**Three-constant rule for the addition energies of a hard-wall dot**

The table holds chemical potentials, addition energies, unpaired electrons, rms radii and highest levels of a spherical hard-wall dot (radius 7.26 bohr*, central charge 1 e) with up to 34 electrons, from spin-polarised Kohn-Sham LDA-PW92 with m-averaged shells and greedy filling. The program tests A = U + X (half-filled shell) + G (closed shell), the chemical potential as the sum of these steps from N = 3, and eigenvalue ≈ μ + U/2, with bare-box and rotor gaps as alternatives for G. The constants, taken as means over the table, are U = 0.1585, X = 0.0418 and G = 0.1129 hartree*. Without N = 8 and 9 the rms error is 0.0044 in A and 0.017 in μ; the bare-box gaps overshoot by 0.018 to 0.046, while the rotor gaps do about as well as the constant. The rule holds at N = 8 and 9 only as a sum, because of the 2s level, and fails for N = 1 and 2.

Calculated values. Spherical hard-wall dot of radius 7.26 bohr* with a central point charge of 1 e, in effective atomic units (*): spin-polarised Kohn-Sham LDA (PW92), m-averaged shells, radks with Libxc 2. Highest occupied levels are named by radial order; the greedy filling can miss a lower state. Chemical potential is E(N)-E(N-1), addition energy E(N+1)+E(N-1)-2E(N).

## Program and output

```python
# Table: spin-polarised LDA-PW92 spherical hard-wall dot (radks), R = 7.26 bohr*, central charge 1 e:
# chemical potentials, addition energies, spins, radii. Tested: A = U + X(half shell) + G(closed shell),
# mu = mu(3) + sum of A, eigenvalue = mu + U/2; bare-box and rotor gaps as alternatives for G.
T = {
    'electrons': [1, 2, 3, 4, 5, 6, 7, 8, 9, 10, 11, 12, 13, 14, 15, 16, 17, 19, 20, 21, 22, 23, 24, 25, 26, 27, 28, 29, 30, 31, 32, 33, 34],
    'chemical_potential': [-0.4785, -0.01761, 0.3673, 0.5282, 0.6956, 0.9049, 1.065, 1.227, 1.433, 1.65, 1.81, 1.971, 2.132, 2.293, 2.492, 2.649, 2.808, None, 3.391, 3.548, 3.705, 3.863, 4.02, 4.177, 4.334, 4.527, 4.683, 4.838, 4.994, 5.149, 5.305, 5.461, 5.745],  # hartree*
    'unpaired_electrons': [1, 0, 1, 2, 3, 2, 1, 0, 1, 2, 3, 4, 5, 6, 5, 4, 3, 1, 2, 3, 4, 5, 6, 7, 8, 7, 6, 5, 4, 3, 2, 1, 2],
    'rms_radius': [1.821, 2.606, 3.511, 3.939, 4.208, 4.403, 4.55, 4.668, 4.752, 4.844, 4.922, 4.988, 5.046, 5.098, 5.145, 5.187, 5.225, 5.292, 5.325, 5.355, 5.383, 5.409, 5.433, 5.456, 5.478, 5.498, 5.517, 5.535, 5.553, 5.569, 5.585, 5.6, 5.615],  # bohr*
    'highest_eigenvalue': [-0.268, 0.1059, 0.4456, 0.6115, 0.7798, 0.9839, 1.146, 1.309, 1.529, 1.73, 1.891, 2.052, 2.213, 2.374, 2.57, 2.728, 2.887, 3.224, 3.47, 3.627, 3.784, 3.941, 4.098, 4.255, 4.413, 4.605, 4.76, 4.916, 5.072, 5.227, 5.383, 5.546, 5.822],  # hartree*
    'highest_level': ['1s up', '1s up', '1p up', '1p up', '1p up', '1p down', '1p down', '1p up', '2s up', '1d up', '1d up', '1d up', '1d up', '2s up', '1d down', '1d down', '1d down', '2s up', '1f up', '1f up', '1f up', '1f up', '1f up', '1f up', '1f up', '1f down', '1f down', '1f down', '1f down', '1f down', '1f down', '2s up', '1g up'],
    'addition_energy': [None, 0.3849, 0.1609, 0.1674, 0.2093, 0.1597, 0.1629, 0.2053, 0.2171, 0.1605, 0.1609, 0.161, 0.1611, 0.1983, 0.1577, 0.1582, None, None, 0.1571, 0.1571, 0.1572, 0.1572, 0.1572, 0.1571, 0.1932, 0.1554, 0.1555, 0.1556, 0.1556, 0.1557, 0.1557, 0.2843, None],  # hartree*
}
import numpy as np
from scipy.special import spherical_jn
from scipy.optimize import brentq
R = 7.26  # wall radius from the caption
N = [int(n) for n in T['electrons']]
col = lambda k: {n: v for n, v in zip(N, T[k]) if v is not None}
A, mu, M = col('addition_energy'), col('chemical_potential'), col('unpaired_electrons')
r, ev, lev = col('rms_radius'), col('highest_eigenvalue'), col('highest_level')
half, closed = [5, 14, 26], [8, 19, 33]
plat = [n for n in A if n >= 3 and n not in half + closed + [9]]
U = np.mean([A[n] for n in plat])
X = np.mean([A[n] for n in half]) - U
g = np.array([A[8] + A[9] - 2*U, mu[20] - mu[17] - 3*U, A[33] - U])
G = g.mean()
f = lambda v: ' '.join('%.3f' % x for x in v)
print('energies in hartree*; rounding: A 0.00005, mu above 1 is 0.0005')
print('U %.4f (%d rows), X %.4f (3), G %.4f (3), anchor mu(3) %.4f' % (U, len(plat), X, G, mu[3]))
print('U*R %.3f; 1/R %.4f; 6/(5R) %.4f; radius 1/U %.2f bohr*' % (U*R, 1/R, 1.2/R, 1/U))
for name, lo, hi in [('1p', 3, 7), ('1d up', 10, 13), ('1d down', 15, 16), ('1f up', 20, 25), ('1f down', 27, 32)]:
    v = [A[n] for n in plat if lo <= n <= hi]
    print(' plateau %s: mean %.4f, range %.4f-%.4f, mean*R %.3f' % (name, np.mean(v), min(v), max(v), np.mean(v)*R))
# typed from further outputs of the same runs: Hartree energies and Kohn-Sham levels at N=8 and N=16
print('2*E_Hartree/N^2: N=8 %.3f, N=16 %.3f' % (2*6.42353/64, 2*23.0365/256))
print('rms/R: N=8 %.3f, N=34 %.3f, uniform ball %.3f' % (r[8]/R, r[34]/R, 0.6**0.5))
for n, k in zip(half, [3, 5, 7]):
    ex = A[n] - (A[n-1] + A[n+1])/2
    up, dn = (n + M[n])/2, (n - M[n])/2
    lx = (9/(2*np.pi**2))**(1/3)/R*(up**(1/3) - dn**(1/3))
    print(' half shell N=%d: excess over neighbours %.4f, per shell electron %.4f, uniform exchange %.3f, ratio %.2f' % (n, ex, ex/k, lx, ex/lx))
sd = 2.72839 - 2.70693
print('N=16 splitting 1d %.4f (3 unpaired d; scaled to 5: %.3f), 2s %.3f' % (sd, sd*5/3, 2.82923 - 2.7144))
z = np.array([brentq(lambda x: spherical_jn(l, x), l + 2.5, l + 5.0) for l in (1, 2, 3, 4)])
box = np.diff(z**2)/(2*R*R)
rot = np.array([2/r[9]**2, 3/r[19]**2, 4/r[33]**2])
print('gap p-d, d-f, f-g from table (N=8+9, N=17 to 19, N=33):', f(g))
for name, m in [('constant G', np.full(3, G)), ('bare box', box), ('rotor, rms radius', rot)]:
    print(' %s: %s; model-table %s; rms %.3f' % (name, f(m), f(m - g), np.sqrt(np.mean((m - g)**2))))
print(' Kohn-Sham gaps: p-d N=8 %.3f, p-2s N=8 %.3f, d-f N=16 %.3f, f-g N=16 %.3f' % (1.40476 - 1.30935, 1.3492 - 1.30935, 2.81925 - 2.70693, 2.96082 - 2.81925))
print('excess over U: N=8 %.3f, N=9 %.3f; sum A(17..19) %.3f; implied A(19) %.3f' % (A[8] - U, A[9] - U, mu[20] - mu[17], mu[20] - mu[17] - 2*A[16]))
rA = lambda n, c=(U, X, G): c[0] + c[1]*(n in half) + c[2]*(n in closed + [2])
rm = lambda n, c=(U, X, G): mu[3] + sum(rA(k, c) for k in range(3, n))
for name, fn, D, lo in [('A', rA, A, 3), ('mu', rm, mu, 4)]:
    ns = [n for n in D if n >= lo]
    d = {n: fn(n) - D[n] for n in ns}
    print('rule minus table for %s, in 0.001 hartree*, as N:value' % name)
    for i in range(0, len(ns), 10):
        print('  ' + ' '.join('%d:%+.0f' % (n, 1e3*d[n]) for n in ns[i:i+10]))
    ok = [n for n in ns if n not in (8, 9)]
    w = max(ok, key=lambda n: abs(d[n])); p = max(ok, key=lambda n: abs(d[n]/D[n]))
    d2 = max(abs(fn(n, (0.16, 0.04, 0.11)) - D[n]) for n in ok)
    print('  all rows rms %.4f; without N=8,9 rms %.4f, worst N=%d %+.4f, worst relative N=%d %+.1f%%' % (np.sqrt(np.mean([x*x for x in d.values()])), np.sqrt(np.mean([d[n]**2 for n in ok])), w, d[w], p, 100*d[p]/D[p]))
    print('  constants rounded to 0.16, 0.04, 0.11: largest error without N=8,9 %.3f' % d2)
for n in (14, 33):
    a, b = sum(h < n for h in half), sum(c < n for c in closed)
    print('worked N=%d: A %.4f vs %.4f (%+.1f%%); mu = mu(3)+%dU+%dX+%dG = %.3f vs %.3f (%+.1f%%)' % (n, rA(n), A[n], 100*(rA(n)/A[n] - 1), n - 3, a, b, rm(n), mu[n], 100*(rm(n)/mu[n] - 1)))
print('outside range: A(1) from mu %.3f vs rule %.3f; A(2) %.3f vs rule %.3f' % (mu[2] - mu[1], rA(1), A[2], rA(2)))
s = [ev[n] - mu[n] for n in mu if n >= 3 and not lev[n].startswith('2s')]
print('eigenvalue-mu, shell levels: mean %.4f, range %.3f-%.3f; U/2 %.4f' % (np.mean(s), min(s), max(s), U/2))
print('eigenvalue-mu at N=1, 2, 9, 14, 33:', f([ev[n] - mu[n] for n in (1, 2, 9, 14, 33)]))
assert 1.0 < U*R < 1.2
assert all(A[n] > max(A[k] for k in plat) for n in half + [8, 9, 33])
assert np.all(box > g) and G > X > 0
assert all(abs(x - U/2) < 0.01 for x in s)
```

It prints:

```
energies in hartree*; rounding: A 0.00005, mu above 1 is 0.0005
U 0.1585 (22 rows), X 0.0418 (3), G 0.1129 (3), anchor mu(3) 0.3673
U*R 1.151; 1/R 0.1377; 6/(5R) 0.1653; radius 1/U 6.31 bohr*
 plateau 1p: mean 0.1627, range 0.1597-0.1674, mean*R 1.181
 plateau 1d up: mean 0.1609, range 0.1605-0.1611, mean*R 1.168
 plateau 1d down: mean 0.1580, range 0.1577-0.1582, mean*R 1.147
 plateau 1f up: mean 0.1572, range 0.1571-0.1572, mean*R 1.141
 plateau 1f down: mean 0.1556, range 0.1554-0.1557, mean*R 1.130
2*E_Hartree/N^2: N=8 0.201, N=16 0.180
rms/R: N=8 0.643, N=34 0.773, uniform ball 0.775
 half shell N=5: excess over neighbours 0.0458, per shell electron 0.0153, uniform exchange 0.062, ratio 0.73
 half shell N=14: excess over neighbours 0.0389, per shell electron 0.0078, uniform exchange 0.060, ratio 0.65
 half shell N=26: excess over neighbours 0.0370, per shell electron 0.0053, uniform exchange 0.052, ratio 0.71
N=16 splitting 1d 0.0215 (3 unpaired d; scaled to 5: 0.036), 2s 0.115
gap p-d, d-f, f-g from table (N=8+9, N=17 to 19, N=33): 0.105 0.108 0.126
 constant G: 0.113 0.113 0.113; model-table 0.008 0.005 -0.013; rms 0.009
 bare box: 0.124 0.148 0.172; model-table 0.018 0.041 0.046; rms 0.037
 rotor, rms radius: 0.089 0.107 0.128; model-table -0.017 -0.000 0.002; rms 0.010
 Kohn-Sham gaps: p-d N=8 0.095, p-2s N=8 0.040, d-f N=16 0.112, f-g N=16 0.142
excess over U: N=8 0.047, N=9 0.059; sum A(17..19) 0.583; implied A(19) 0.267
rule minus table for A, in 0.001 hartree*, as N:value
  3:-2 4:-9 5:-9 6:-1 7:-4 8:+66 9:-59 10:-2 11:-2 12:-3
  13:-3 14:+2 15:+1 16:+0 20:+1 21:+1 22:+1 23:+1 24:+1 25:+1
  26:+7 27:+3 28:+3 29:+3 30:+3 31:+3 32:+3 33:-13
  all rows rms 0.0172; without N=8,9 rms 0.0044, worst N=33 -0.0129, worst relative N=4 -5.3%
  constants rounded to 0.16, 0.04, 0.11: largest error without N=8,9 0.014
rule minus table for mu, in 0.001 hartree*, as N:value
  4:-2 5:-11 6:-20 7:-22 8:-25 9:+40 10:-19 11:-20 12:-23 13:-25
  14:-28 15:-26 16:-25 17:-25 20:-20 21:-19 22:-17 23:-17 24:-15 25:-14
  26:-12 27:-5 28:-2 29:+1 30:+4 31:+7 32:+10 33:+12 34:-1
  all rows rms 0.0187; without N=8,9 rms 0.0170, worst N=14 -0.0276, worst relative N=6 -2.3%
  constants rounded to 0.16, 0.04, 0.11: largest error without N=8,9 0.046
worked N=14: A 0.2003 vs 0.1983 (+1.0%); mu = mu(3)+11U+1X+1G = 2.265 vs 2.293 (-1.2%)
worked N=33: A 0.2714 vs 0.2843 (-4.5%); mu = mu(3)+30U+3X+2G = 5.473 vs 5.461 (+0.2%)
outside range: A(1) from mu 0.461 vs rule 0.158; A(2) 0.385 vs rule 0.271
eigenvalue-mu, shell levels: mean 0.0793, range 0.077-0.084; U/2 0.0792
eigenvalue-mu at N=1, 2, 9, 14, 33: 0.210 0.124 0.096 0.081 0.085
```
